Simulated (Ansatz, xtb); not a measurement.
**Relative energy of two isomers of C4H12B2**

We compare X, `B[C@H](BC)CC`, a singlet, with Y, `BCBC(C)C`, a singlet. Both are isolated molecules in the gas phase, relaxed with r2SCAN-D4/def2-SVP; each stands in its lowest conformer found.

Q: Which of the two would you expect CCSD(T)/def2-SVP + ΔMP2/def2-TZVPP electronic energies to favour?

A: Too close to call at this level: CCSD(T)/def2-SVP + ΔMP2/def2-TZVPP gives E(Y) − E(X) = +0.025 eV.

Level by level:

| level | geometry | E(Y) − E(X) (eV) | departure from the last row (eV) | job, with rough time for the two |
| --- | --- | --- | --- | --- |
| GFN2-xTB | GFN2-xTB | +0.039 | +0.014 | optimisation, 0.31 s |
| HF/STO-3G | GFN2-xTB | +0.030 | +0.004 | single point, 0.2 s |
| r2SCAN-D4/def2-SVP//GFN2-xTB | GFN2-xTB | +0.030 | +0.005 | single point, 1.1 s |
| r2SCAN-D4/def2-SVP | r2SCAN-D4/def2-SVP | +0.049 | +0.023 | optimisation, 20 s |
| HF/def2-SVP | r2SCAN-D4/def2-SVP | +0.090 | +0.064 | part of the CCSD(T) run |
| MP2/def2-SVP | r2SCAN-D4/def2-SVP | +0.025 | 0.000 | part of the CCSD(T) run |
| CCSD(T)/def2-SVP | r2SCAN-D4/def2-SVP | +0.031 | +0.006 | single point |
| CCSD(T)/def2-SVP + ΔMP2/def2-TZVPP | r2SCAN-D4/def2-SVP | +0.025 |  | single point, 18 s |

As drawn, both hold the same kinds of bond in the same numbers.

The largest departure from CCSD(T)/def2-SVP + ΔMP2/def2-TZVPP is that of HF/def2-SVP, 0.064 eV. The last row adds to CCSD(T) the change of the MP2 difference between the two basis sets, here −0.006 eV.

With thermal terms from frequencies at re-optimised GFN2-xTB minima (ideal gas, soft modes damped towards free rotors, one conformer each, 298.15 K, 1 atm): on the last row, ΔE + ΔZPE = +0.045, ΔH = +0.039, ΔG = +0.055 eV.

The correlated steps freeze 6 core orbitals. Mirror images aren't counted in ΔG. Run with Ansatz 0.2.0, xtb 6.7.1; the last row on 4 threads of AMD EPYC 9R45 96-Core Processor (Zen 5) on a shared host.

Every level puts X slightly below Y, but the gap is too small to establish a firm preference. Near-degeneracy is chemically reasonable: each isomer keeps one BH2 and one BH centre joined through a single carbon, and each has one branched carbon. What changes is where the alkyl groups sit, so the balance probably rests on small differences in hyperconjugation into the empty boron p orbitals and in contacts between groups.

Electron correlation favours Y relative to Hartree–Fock in the same basis, cutting the gap from +0.090 to +0.025 eV at MP2; this suggests that Y gains more from correlation between nearby bonds. The close agreement of HF/STO-3G with the last row is therefore likely a cancellation of errors. Thermal terms reinforce the lean towards X without making it decisive.

None of this settles which isomer would prevail in a real sample, where boranes with B–H bonds readily associate through three-centre B–H–B bridges, and crowding around boron could outweigh so slight a monomer difference.
